**Which of these metals need a spin-polarised rerun, and how far does the DOS at the Fermi level decide it?**

Fifteen of the eighteen r2SCAN cells below were run without spin, so their zero moments are imposed, and the decision is which of them to repeat with spin before their energies are used. The screen used here is the density of states (DOS) at the Fermi level, shared out among the atoms with an open d shell, because a metal with many states there can move electrons from one spin to the other at little cost. On these numbers Mg$_2$Sc, Ti$_2$Ga and Y$_3$Pb go first and ZnNi last among the twelve rows with an open-d metal; the three rows with only full d shells give no such reason for a rerun. The screen orders a queue and proves nothing, since in several rows two estimates of the DOS disagree and it is not settled which is right.

Intermetallics of d metals with s or p metals, each relaxed within its starting symmetry (Ansatz 0.2.0, plane-wave PAW, scalar-relativistic r2SCAN, 500 eV cutoff, Gamma-centred k mesh, Gaussian smearing of 0.1 eV). Valence electrons include the d shell of groups 3 to 12. Energies are taken at zero smearing, relative to the elements' standard states.

| formula | space group of the cell as it ended | space group | volume per atom (Å³) | shortest distance (Å) | pair at the shortest distance | valence electrons an atom | spin | k mesh | DOS at Fermi level (states/eV/cell) | largest site moment (μB) | energy over elements (eV/atom) | DOS per atom (states/eV/atom) |
| --- | --- | --- | --- | --- | --- | --- | --- | --- | --- | --- | --- | --- |
| BeNi3 | Pm-3m (221) | Pm-3m | 9.82 | 2.403 | Be-Ni | 8.00 | collinear | 12×12×12 | 2.679 | 0.54 | -0.146 | 0.67 |
| ZnNi | P4/mmm (123) | P4/mmm | 11.56 | 2.483 | Ni-Zn | 11.00 | none | 16×16×14 | 0.543 | 0.00 | -0.254 | 0.27 |
| ZnCu2 | P-3m1 (164) | P-3m1 | 12.14 | 2.523 | Cu-Cu | 11.33 | none | 18×18×8 | 0.768 | 0.00 | -0.038 | 0.26 |
| ZrAlCo4 | F-43m (216) | F-43m | 13.02 | 2.395 | Co-Co | 7.17 | collinear | 10×10×10 | 6.998 | 1.59 | -0.285 | 1.17 |
| MnGa | P-6m2 (187) | P-6m2 | 14.66 | 2.655 | Ga-Mn | 5.00 | collinear | 18×18×10 | 1.375 | 3.46 | -0.163 | 0.69 |
| Zn3Ag | P-6m2 (187) | P-6m2 | 14.98 | 2.659 | Zn-Zn | 11.75 | none | 18×18×6 | 0.882 | 0.00 | -0.022 | 0.22 |
| Ti2Ga | P6_3/mmc (194) | P6_3/mmc | 15.96 | 2.599 | Ga-Ti | 3.67 | none | 9×9×8 | 6.620 | 0.00 | -0.463 | 1.10 |
| TiCuSn | P6_3mc (186) | P6_3mc | 16.79 | 2.544 | Cu-Sn | 6.33 | none | 9×9×6 | 1.970 | 0.00 | -0.242 | 0.33 |
| CdAg3 | Pm-3m (221) | Pm-3m | 17.94 | 2.938 | Ag-Cd | 11.25 | none | 10×10×10 | 1.178 | 0.00 | -0.053 | 0.29 |
| NbCd3 | Pm-3m (221) | Pm-3m | 19.49 | 3.021 | Cd-Nb | 10.25 | none | 10×10×10 | 1.587 | 0.00 | 0.105 | 0.40 |
| Zr3Cd | Pm-3m (221) | Pm-3m | 22.05 | 3.148 | Cd-Zr | 6.00 | none | 10×10×10 | 2.296 | 0.00 | -0.088 | 0.57 |
| Zr3Sn | I4/mmm (139) | I4/mmm | 22.58 | 3.075 | Sn-Zr | 4.00 | none | 14×14×14 | 3.323 | 0.00 | -0.381 | 0.83 |
| Hf5Pb | P4/mmm (123) | P4/mmm | 23.01 | 3.112 | Hf-Hf | 4.00 | none | 12×12×4 | 5.697 | 0.00 | 0.020 | 0.95 |
| Mg2Sc | Cmcm (63) | Cmcm | 23.21 | 3.158 | Mg-Mg | 2.33 | none | 12×12×8 | 4.950 | 0.00 | -0.021 | 0.83 |
| TlPt | P6/mmm (191) | P6/mmm | 23.99 | 2.722 | Tl-Pt | 6.50 | none | 9×9×10 | 3.258 | 0.00 | 0.497 | 0.54 |
| YMg5 | P-62m (189) | P-62m | 24.48 | 3.114 | Mg-Mg | 2.17 | none | 9×9×8 | 2.595 | 0.00 | -0.022 | 0.43 |
| YIn | P4/mmm (123) | P4/mmm | 26.33 | 3.281 | In-Y | 3.00 | none | 12×12×10 | 1.081 | 0.00 | -0.607 | 0.54 |
| Y3Pb | I4/mmm (139) | I4/mmm | 29.55 | 3.313 | Pb-Y | 3.25 | none | 12×12×12 | 4.901 | 0.00 | -0.338 | 1.23 |

**Why the DOS is low in some rows and high in others**

The DOS per atom, $D$, is the DOS at the Fermi level of the cell, both spins together, divided by the number of atoms. It runs from 0.22 states/eV in Zn$_3$Ag to 1.23 in Y$_3$Pb. The s and p electrons overlap strongly between atoms and spread their states over a wide range of energy, so few fall in any one electronvolt. The d orbitals are compact and pack ten states per atom into a narrower band. When that band is full and lies below the Fermi level, as in Cu, Ag, Zn and Cd, it adds almost nothing; when the Fermi level cuts it, it can dominate.

The simplest system with this behaviour is a mechanical mixture of grains of a free-electron metal and grains of a transition metal, whose DOS is a plain sum over its parts. The analogy gives the floor of the range and the direction of the rise with d content. It stops where the atoms bond to each other, because in a compound the d and p states mix, the band acquires peaks and valleys, and the Fermi level may sit on either.

**The model**

For $z$ sp electrons per atom in the volume per atom $V$, the free-electron gas has $k_F=(3\pi^2 z/V)^{1/3}$ and $E_F=\hbar^2k_F^2/2m$. The number of states below an energy $E$ grows as $E^{3/2}$, so its slope at $E_F$ is $3z/2E_F$. A flat d band of width $W$ adds $d=10/W$ for each atom with an open d shell, and $x$ is the share of such atoms. With $V$ in Å$^3$ and $D$ in states/eV per atom,

$$D = D_\text{free} + x\,d, \qquad D_\text{free}=\frac{3z}{2E_F}=0.0411\,z^{1/3}V^{2/3}.$$

The first term has no parameter once each open-d atom is counted with one sp electron. The single constant $d$ was fitted to the ten unpolarised rows with a metal of groups 3 to 5 and came out as 0.66 states/eV per d atom. It trades against the background: without the sp term it is 1.28. The implied width therefore moves between 15 and 8 eV and should not be read as a bandwidth. The printed output after the text gives the result for every row.

Zr$_3$Sn, a row inside the fit and one of its better cases, shows the arithmetic. Three Zr atoms give one sp electron each and Sn gives four, so $z=7/4$ and $x=3/4$, and the table gives $V$:

$$D_\text{free}=0.0411\times 1.75^{1/3}\times 22.58^{2/3}=0.0411\times1.205\times7.99=0.396,$$

$$D = 0.396+0.75\times0.66 = 0.89 .$$

The table has 0.83, so the model is about 0.06 too high. The free term alone supplies less than half of the computed value. Within the model the rest is the open Zr 4d band.

**What the numbers show**

The three rows with only full d shells have the free-electron size: the ratio of table to free term is 1.07 for ZnCu$_2$, 0.97 for CdAg$_3$ and 0.73 for Zn$_3$Ag. None of them entered the fit. The shortfall in Zn$_3$Ag may come, though this is not tested here, from the gaps at the zone faces, which remove states once the Fermi sphere of a metal with nearly two electrons per atom reaches them.

Volume cannot carry the trend by itself, although the table is ordered by it. The free term spans a factor of 2.3 over all rows and the computed DOS a factor of 5.6. Every unpolarised row in which an early d metal makes up more than 60 % of the atoms lies above every full-d row, by a factor of 1.95 at the least. This contrast is what transfers to a neighbouring compound: ask first whether the d band is still open once the partner's electrons are counted in, then what share of the atoms carries it. ZnNi, discussed below, shows why the element alone does not answer the first question.

Within the ten early-d rows the model is only a modest guide. Its rms error is 0.21 states/eV per atom, against 0.30 for the plain average of those rows and 0.44 for free electrons alone. A straight line in the valence electrons an atom reaches 0.26 with two parameters. That column counts the full d shell of Zn and Cd but not that of Ga, In or Sn, so it partly flags full shells and is no uniform measure of band filling.

**How well a single value is known**

The same runs offer a second estimate. With Gaussian smearing of width $\sigma$ and a smooth DOS, the smearing term of the free energy is $TS=\sigma^2 D_\text{cell}/2$, which can be inverted for the DOS. The two estimates differ by 0.10 states/eV per atom rms over the early-d rows, about half the model's error there. They disagree by more than 15 % in six rows. The second estimate counts only the mesh points within about $\sigma$ of the Fermi level, and where steep bands meet a coarse mesh these are few. A disagreement therefore does not by itself discredit the tabulated value; the DOS curve around the Fermi level has to decide.

This changes which irregular rows deserve a cause. For CdAg$_3$ the second estimate is 0.54 of the first, but the computed DOS curve is flat at about the tabulated value for half an electronvolt around the Fermi level. The entropy estimate is the faulty one there, and the close match with free electrons stands. TiCuSn and Zr$_3$Cd look low, and the second estimate would raise them by factors of 1.59 and 1.29, most of the way to the model. Which estimate is right for them is not settled here, so their deficits should be left unexplained for now. The size of the DOS is open in the same way for YMg$_5$, TlPt and BeNi$_3$.

**The irregular rows that survive**

On both estimates YIn, NbCd$_3$ and YMg$_5$ stay below the model, and Mg$_2$Sc, Ti$_2$Ga and Y$_3$Pb stay above it. The tabulated values of the first three exceed the free term by 18 % at most, as if their d atoms added little. The likely reason, a guess that the projected DOS would test, is that the Fermi level lies in a valley or at the lower edge of the d band in the first group and on a peak in the second. Y$_3$Pb was computed without spin-orbit coupling, which reshapes Pb p bands, so its place at the top is provisional. The Mg$_2$Sc run carries a warning that its k-point list was cut for memory (k_point_list_ram_cut); its two DOS estimates agree closely, but the value should be checked in the rerun.

Two simple predictors of a valley fail on these rows. Strong binding does not mark it: the rank correlation of the misfit with the energy over elements is $-0.04$, and the two most strongly bound rows, YIn and Ti$_2$Ga, fall on opposite sides of the model. Loss of charge from the d atom is no reliable mark either. Among these six rows it is largest in YIn and YMg$_5$, both low, but the Bader charge is $+0.76$ on Nb in low-lying NbCd$_3$ and $+0.80$ on Sc in high-lying Mg$_2$Sc.

ZnNi was left out of the fit because Ni sits at the end of the d series, and the model overshoots it, 0.57 against 0.27. Both estimates agree here, and the value is near the free term, which is 0.24 with one sp electron on Ni and 0.21 with none. The likely reason, not shown by these outputs, is that two Zn electrons and ten Ni electrons suffice to fill the Ni d band, which sinks below the Fermi level and leaves a metal like ZnCu$_2$. TlPt, the other late-d row, supports no conclusion: its cell appears to be of CoSn type with Tl and Pt on exchanged sites, it lies 0.497 eV/atom above its elements, and spin-orbit coupling is absent.

**From DOS to magnetism**

The Stoner criterion states that the unpolarised state is unstable when $I\,N>1$, with $I$ the exchange parameter and $N$ the DOS per spin on a d atom. Assigning the whole DOS to the open-d atoms gives $N=D/2x$, an upper bound on their average, and hence roughly the smallest $I$ that could do it. Mg$_2$Sc needs 0.81 eV, Ti$_2$Ga and Y$_3$Pb about 1.2 eV, and ZnNi 3.7 eV. The values of $I$ usually quoted for d metals, not computed here, stay at or somewhat below 1 eV and are lower for the early ones. Ti$_2$Ga and Y$_3$Pb are therefore expected to stay unpolarised, and only Mg$_2$Sc comes near the limit. Nearly half of its DOS is the free term, so its true need is higher than 0.81 eV, and no row is clearly unstable.

YMg$_5$ and NbCd$_3$ also score low, at 0.77 and 1.26 eV, but their DOS is close to the free-electron value, so giving all of it to one atom in six or in four overstates the case. They rank behind the three rows named at the start, whose DOS is more than twice the free term. Since r2SCAN tends to exaggerate itinerant moments, a rerun may polarise where this estimate says no, and such a moment then needs a check with another functional.

The three magnets cannot calibrate the screen, because their DOS is taken after the bands have split; that the model lands near MnGa and BeNi$_3$ is no test, and it falls 0.36 states/eV per atom short of ZrAlCo$_4$, the largest misfit of all the rows. Their largest site moments fall with the group number, as simple hole counting suggests. If the majority d band were full, each added d electron would go into the minority band and remove one Bohr magneton, so $m=c-Z$ with $Z$ the group number. One constant, $c=10.53$, reproduces the Ni, Co and Mn moments within 0.07 $\mu_B$.

That agreement rests on three rows in three structures, none certain to be in its lowest magnetic state, and the MnGa cell with its single Mn excludes antiferromagnetic order. The premise of a full majority band is untested in all three. For ZrAlCo$_4$ the Löwdin populations give 4.708 majority d electrons on Co, but this does not show that the band is open: d states mix with the orbitals of the neighbours, so the projected count falls below five even when the band is full. In ZnNi, too, the Ni d count is below ten, although its band is taken as filled above. The "holes" and "empty up" of the printed output are only ten and five minus such populations, not empty band states. The spin-resolved DOS at the Fermi level would decide the matter. The populations do show the Zr 4d shell polarised against Co by 0.55 electron, which a count of holes on one site leaves out. Until the premise is tested, the constant $c$ gets no physical reading.

**What to do**

Repeat Mg$_2$Sc, Ti$_2$Ga and Y$_3$Pb with spin from several starting moments, and add spin-orbit coupling for Y$_3$Pb, Hf$_5$Pb and TlPt. Compare the tabulated DOS with $2TS/\sigma^2$ for any row before quoting it; where they part, look at the DOS curve around the Fermi level and, if that leaves doubt, refine the mesh. Release the symmetry as well, because these relaxations keep that of the start and a cell on a DOS peak may lower its energy by distorting as well as by polarising. Use the two-term model to tell a full-d metal from a d-rich one, and not to rank two early-d compounds whose predicted values differ by less than about 0.3 states/eV per atom, since the errors of both enter the difference.

Numerical output:

```
DOS in states/eV/atom; x = share of open-d atoms; z = sp electrons per atom (1 per open-d atom)
formula  kind       x    z  table entropy  free  model table-model table/free
YMg5     early-d 0.17 1.83  0.433  0.338  0.424  0.535  -0.103  1.02
NbCd3    early-d 0.25 1.75  0.397  0.391  0.359  0.525  -0.128  1.11
TiCuSn   early-d 0.33 2.00  0.328  0.521  0.340  0.561  -0.233  0.97
Mg2Sc    early-d 0.33 1.67  0.825  0.858  0.397  0.618  +0.207  2.08
YIn      early-d 0.50 2.00  0.540  0.604  0.459  0.791  -0.251  1.18
Ti2Ga    early-d 0.67 1.67  1.103  0.994  0.309  0.752  +0.351  3.57
Zr3Cd    early-d 0.75 1.25  0.574  0.738  0.348  0.847  -0.273  1.65
Zr3Sn    early-d 0.75 1.75  0.831  0.866  0.396  0.895  -0.064  2.10
Y3Pb     early-d 0.75 1.75  1.225  1.303  0.474  0.972  +0.253  2.59
Hf5Pb    early-d 0.83 1.50  0.950  1.007  0.381  0.935  +0.015  2.49
ZnCu2    full-d  0.00 1.33  0.256  0.252  0.239  0.239  +0.017  1.07
Zn3Ag    full-d  0.00 1.75  0.221  0.215  0.301  0.301  -0.081  0.73
CdAg3    full-d  0.00 1.25  0.294  0.158  0.304  0.304  -0.009  0.97
ZnNi     late-d  0.50 1.50  0.272  0.276  0.241  0.573  -0.302  1.13
TlPt     late-d  0.50 2.00  0.543  0.389  0.431  0.763  -0.220  1.26
MnGa     magnet  0.50 2.00  0.688  0.721  0.310  0.643  +0.045  2.21
BeNi3    magnet  0.75 1.25  0.670  0.548  0.203  0.702  -0.032  3.30
ZrAlCo4  magnet  0.83 1.33  1.166  1.144  0.251  0.804  +0.362  4.65
free term = 0.0411 z^(1/3) V^(2/3); largest/smallest table DOS 5.6, free term 2.3
d, 10 early-d rows, with sp term: 0.66 states/eV per d atom, 10/d = 15.0 eV
d, 10 early-d rows, 2 sp electrons per d atom: 0.59 states/eV per d atom, 10/d = 16.8 eV
d, 10 early-d rows, without sp term: 1.28 states/eV per d atom, 10/d = 7.8 eV
d, 10 early-d rows, entropy DOS with sp term: 0.75 states/eV per d atom, 10/d = 13.4 eV
10 early-d rows, rms: model 0.213, free only 0.442, valence line 0.261, constant 0.295
  rank correlation of DOS with x +0.73, valence -0.29, volume +0.24
13 early-d and full-d rows, rms: model 0.188, free only 0.388, valence line 0.229, constant 0.325
  rank correlation of DOS with x +0.87, valence -0.68, volume +0.59
table minus entropy DOS, rms: early-d 0.100, all 0.094; rounding of printed DOS 0.005
entropy/table off by over 15 %: BeNi3 0.82, TiCuSn 1.59, CdAg3 0.54, Zr3Cd 1.29, TlPt 0.72, YMg5 0.78
worst early-d rows: Ti2Ga +0.35, Zr3Cd -0.27, Y3Pb +0.25, YIn -0.25, TiCuSn -0.23
rank correlation of early-d residual with energy over elements -0.04 (p = 0.91)
late-d rows counted as d10, free term: ZnNi 0.210 (table 0.272), TlPt 0.392 (table 0.543)
Stoner parameter (eV) needed if all DOS sat on open-d atoms, per spin:
  YMg5 0.77, Mg2Sc 0.81, Ti2Ga 1.21, Y3Pb 1.22, NbCd3 1.26, Hf5Pb 1.76
  Zr3Sn 1.81, TlPt 1.84, YIn 1.85, TiCuSn 2.03, Zr3Cd 2.61, ZnNi 3.68
site moment = c - group number, c = 10.53; moment, misfit (muB): BeNi3 0.54 +0.01, ZrAlCo4 1.59 +0.06, MnGa 3.46 -0.07
ZrAlCo4 Co 3d: total 7.83, holes 2.17, up minus down +1.59, empty up 0.29
ZrAlCo4 Zr 4d: total 3.29, holes 6.71, up minus down -0.55, empty up 3.63
lowest d-rich early row (x > 0.6) over highest full-d row: 1.95
```
